**Problem.** A crystal of fcc titanium is squeezed or stretched equally along both edges of its square base, while its height $c$ is free to adjust. The task is to predict its energy, stress and shape with pencil and paper.

A density-functional calculation supplies two points for calibration. At −2 % strain the in-plane stress is 1.69 GPa and the volume change −0.99 %. At +2 % they are −1.71 GPa and +1.01 %. Compression counts as positive stress, and the unstrained volume is $V_0 = 16.68$ Å³ per atom.

**(a) Build a rule with two constants for stress, energy, volume and the ratio c over a.**

*Solution.* Let $e$ be the in-plane strain as a fraction. Since $c$ is free, stress zz vanishes and only the in-plane stress xx, equal along both edges, remains. For small strains it is proportional to $e$:

$$\sigma_{xx} = -M e, \qquad M = \frac{1.69 + 1.71}{0.04} = 85\ \text{GPa}.$$

The energy is the work done against this stress. Each edge contributes $\tfrac12 M e^2$ per unit volume, and there are two edges. With 1 eV/Å³ = 160.2 GPa,

$$E = M V_0 e^2 = \frac{85 \times 16.68}{160.2}\, e^2\ \text{eV} \approx 0.885\, p^2\ \text{meV per atom},$$

where $p$ is the strain in per cent.

The second constant describes the volume, which changes by $(1.01 + 0.99)/4 = 0.5$ % for each per cent of strain. The height therefore shrinks by about 1.5 % when the base is stretched by 1 %; a shrinkage of 2 % would keep the volume constant. The crystal comes close to that because a change of shape is cheap and a change of volume is dear. The two constants imply a bulk modulus of 113 GPa, which is the mean stress (two thirds of the in-plane stress, since stress zz is zero) divided by the relative change of volume. For the tetragonal change of shape, cubic elasticity gives a modulus of only 17 GPa.

Geometry gives the rest. Volume goes as $a^2c$, so $c/a$ goes as volume over $a^3$:

$$\frac{c}{a} = \sqrt2\,\frac{1 + 0.5e}{(1+e)^3}.$$

Here $a$ is the edge of the body-centred cell, in which fcc has $c/a = \sqrt2$ and bcc has $c/a = 1$.

A neighbouring case shows how dear a change of volume is. If all three edges were strained equally, the crystal could not escape into a change of shape, and elasticity gives an energy of $\tfrac92 B V_0 e^2$, with $B$ the bulk modulus. That is about six times as much for the same strain.

**(b) Apply the rule to −4 % and to +6 %, neither of which was used to set the constants.**

*Solution.* At −4 % the steps are:

- stress xx: $85 \times 0.04 = 3.4$ GPa
- energy: $0.885 \times 16 = 14.2$ meV per atom
- volume change: $0.5 \times (-4) = -2$ %
- c over a: $1.414 \times 0.98/0.96^3 = 1.57$

At +6 % the same steps give:

- stress xx: $-85 \times 0.06 = -5.1$ GPa
- energy: $0.885 \times 36 = 31.9$ meV per atom
- volume change: $0.5 \times 6 = 3$ %
- c over a: $1.414 \times 1.03/1.06^3 = 1.22$

**(c) Compare with the full calculation. Where does the rule fail, and why?**

Fcc titanium under equal strain along a and b of its two-atom body-centred tetragonal cell, with c relaxed. Ansatz 0.2.0, plane-wave PAW, PBEsol, scalar-relativistic, no spin polarisation; cutoff 420 eV, k mesh 18×18×14, Gaussian smearing of 0.1 eV. Energies are extrapolated to zero smearing and relative to the unstrained crystal; stress is positive in compression.

```
strain (%)  energy change (meV/atom)  volume change (%)  c over a  stress xx (GPa)  stress zz (GPa)
        -6                      30.5              -2.85     1.654             4.40             0.00
        -4                      14.7              -1.83     1.569             3.02             0.00
        -2                       4.0              -0.99     1.488             1.69             0.01
         0                       0.0               0.00     1.414             0.01             0.02
         2                       3.8               1.01     1.346            -1.71             0.00
         4                      14.3               1.74     1.279            -2.98             0.00
         6                      28.1               1.92     1.210            -3.46             0.01
```

*Solution.* At −4 % the rule does well: the energy is 4 % below the computed value and the stress 13 % above it. At +6 % the energy is still only 13 % too high, but the stress is 47 % too high. Energy is the more forgiving quantity because it adds up the work along the whole path, and the straight line for stress goes badly wrong only towards the end.

The table shows what happens there. The first 2 % of stretching adds 1.72 GPa of tension, while the step from 4 to 6 % adds only 0.48 GPa. The volume levels off as well, at 1.92 % instead of the predicted 3 %. Both failures have one root, since the volume responds to the mean stress: dividing the computed mean stress at +6 % by the bulk modulus gives 2.0 %, close to the table.

Symmetry explains why the tension must fade. Stretching the base and lowering the height carries fcc towards bcc. In bcc the three axes are equivalent, so if the stress along $c$ is zero, the in-plane stress must be zero too. At constant volume this point lies at $2^{1/6} - 1$, or about 12 % strain. The tension starts from zero at fcc and has to return to zero at bcc, so it must pass through a maximum in between.

A simple curve with both zeros, and with a nearly straight start, is a sine,

$$\sigma_{xx} = -3.46\ \text{GPa} \times \sin\!\left(\pi\,\frac{p}{12.25}\right),$$

with its height set by the same two calibration points. At +4 and +6 % it meets the computed stress within 1 %. Symmetry demands the two zeros, but the place of the second assumes that bcc has the same volume as fcc, and the sine shape between them is an assumption too. The table ends halfway to bcc, so the falling half of the curve is untested.

Squeezing leads away from bcc, and there the sine has no justification. At −6 % it gives a stress 21 % too low, while the straight line gives one 16 % too high. The computed stress keeps rising, but less than in proportion to the strain. Symmetry offers no reason for this softening, and the table does not reveal one.

The energies hold a smaller puzzle. At ±2 % the rule reproduces the stress, yet its energies are 12 % and 7 % too low. Averaged over the two rows, about a third of this gap arises because the stress belongs to electrons with a smeared occupation, whereas the listed energy is corrected to no smearing. Another 0.08 meV per atom comes back when the straight line is replaced by the sine, which is steeper at the start and bends over. The rest, somewhat under 0.2 meV per atom on average, lies mostly on the squeezed side. Rounding of the listed energies makes up about 0.05 meV per atom of it. A plane-wave set that changes with the cell is expected to contribute too, but how much was not tested. The shortfall as a whole offsets part of the overshoot at larger strain, so the good energies at ±4 % flatter the rule. The printed analysis below gives the misses row by row.

**For practical use:** up to 4 % strain either way, take 0.9 meV per atom times the square of the per cent strain, 0.85 GPa and half a per cent of volume for each per cent. Expect errors of up to about 15 % in energy and stress. For stretching between 4 and 6 %, take the stress from the sine and the volume from that stress. The constants are those of a PBEsol calculation, run on PAW datasets made for PBE, for fcc titanium at zero temperature, strained in this plane and kept tetragonal; fcc is not titanium's stable form, and whether the strained crystal would escape by some other distortion was not tested.

Output of the analysis:

```
biaxial modulus M from the rows at -2 and +2 %, GPa: 85
energy coefficient, meV per atom per (% strain) squared: 0.8849
volume change per 1 % strain, %: 0.5
shrinking of c per 1 % stretch (linear elasticity), %: 1.5
bulk modulus implied by the two parameters, GPa: 113.3
tetragonal shear modulus (C11-C12)/2 implied, GPa: 17
strain at which the path reaches bcc at constant volume, %: 12.25
amplitude of the sine law for stress, GPa: 3.463
growth of tensile stress from 0 to 2 % strain, GPa: 1.72
growth of tensile stress from 4 to 6 % strain, GPa: 0.48
smearing share of the energy change, mean of -2 and +2 %, meV per atom: 0.1203
energy, meV per atom:
  row  computed  parabola   miss %  sine law  miss %
   -6      30.5     31.86     4.45     27.22  -10.75
   -4      14.7     14.16   -3.682     13.55  -7.853
   -2         4      3.54   -11.51     3.619  -9.514
    0         0         0        0         0       0
    2       3.8      3.54    -6.85     3.619  -4.752
    4      14.3     14.16  -0.9878     13.55  -5.275
    6      28.1     31.86    13.37     27.22  -3.123
stress xx, GPa:
  row  computed  straight line   miss %  sine law   miss %
   -6       4.4            5.1    15.91     3.462   -21.33
   -4      3.02            3.4    12.58     2.962   -1.913
   -2      1.69            1.7   0.5917       1.7   0.5917
    0      0.01              0        0         0        0
    2     -1.71           -1.7  -0.5848      -1.7  -0.5848
    4     -2.98           -3.4    14.09    -2.962  -0.5967
    6     -3.46           -5.1     47.4    -3.462  0.04654
volume change in % and c/a:
  row  volume  straight line  from mean stress    c/a  c/a by rule
   -6   -2.85             -3            -2.588  1.654        1.652
   -4   -1.83             -2            -1.776  1.569        1.566
   -2   -0.99             -1           -0.9971  1.488        1.488
    0       0              0          -0.01176  1.414        1.414
    2    1.01              1             1.006  1.346        1.346
    4    1.74              2             1.753  1.279        1.282
    6    1.92              3             2.032   1.21        1.223
```
